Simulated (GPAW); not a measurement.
## Equation of state of InSb3 under PBE

```cif
data_structure
_symmetry_space_group_name_H-M 'Fm-3m'
_symmetry_Int_Tables_number 225
_cell_length_a 7.5891
_cell_length_b 7.5891
_cell_length_c 7.5891
_cell_angle_alpha 90.000
_cell_angle_beta 90.000
_cell_angle_gamma 90.000
_cell_volume 437.09
loop_
_atom_site_label
_atom_site_type_symbol
_atom_site_symmetry_multiplicity
_atom_site_Wyckoff_symbol
_atom_site_fract_x
_atom_site_fract_y
_atom_site_fract_z
_atom_site_occupancy
Sb1 Sb 4 b 0.50000 0.00000 0.00000 1
Sb2 Sb 8 c 0.25000 0.25000 0.75000 1
In1 In 4 a 0.00000 0.00000 0.00000 1
```

The cell comes from a database or a generator and needn't be the stable form of this composition.

The cell was scaled at fixed shape and fractions and run with GPAW, GPAW PAW data sets (gpaw-data 1.2.1), cutoff 600 eV; PBE, k mesh 6 × 6 × 6 on the cell of 4 atoms, fermi-dirac occupations of 0.05 eV, no spin polarisation, no spin-orbit coupling. Energies are those that the program minimises, any entropy of the smearing included. For a metal such a mesh isn't converged to the digits shown.

```tsv
V (Å³/atom)	energy over the lowest row (meV/atom)
25.6791	12.405
26.2255	4.142
26.7719	?
27.3182	0.000
27.8646	3.140
28.4110	9.244
28.9573	17.974
```

Problem. Fit the third-order Birch-Murnaghan form, give V0, B0 and B′, and predict the energy left open.

Solution. With y = (V0/V)^(2/3), E = E0 + (9 V0 B0/16) [(y - 1)³ B′ + (y - 1)² (6 - 4y)]. Least squares through the rows shown give V0 = 27.0715 Å³/atom, E0 = -0.365 meV, B0 = 51.30 GPa (1 eV/Å³ = 160.218 GPa) and B′ = 5.11, with a largest miss of 0.012 meV. At V = 26.7719 the form with these constants gives 0.178 meV; the run gave 0.188 meV an atom.

The fit places the equilibrium volume at 27.0715 Å³/atom, slightly below that of the listed cell, and reproduces the withheld energy to within its own largest miss, so the third-order form describes this range well. The well is asymmetric: compression costs more than a comparable expansion, because overlap repulsion between filled shells and the kinetic energy of the valence electrons rise steeply as the atoms approach, while the bonding weakens more gradually on stretching. The positive B′ expresses the same stiffening under pressure.

The modest bulk modulus of 51.30 GPa fits bonding through diffuse 5s and 5p orbitals. In this bcc-derived arrangement each atom has eight equally near neighbours, unlike the tetrahedral network of InSb or the three short bonds per atom in elemental antimony. The valence electrons are therefore probably shared over many weak contacts rather than held in directional pair bonds. A positive bulk modulus shows resistance to uniform compression only; shear or a Peierls-like displacement of the antimony atoms could still lower the energy.
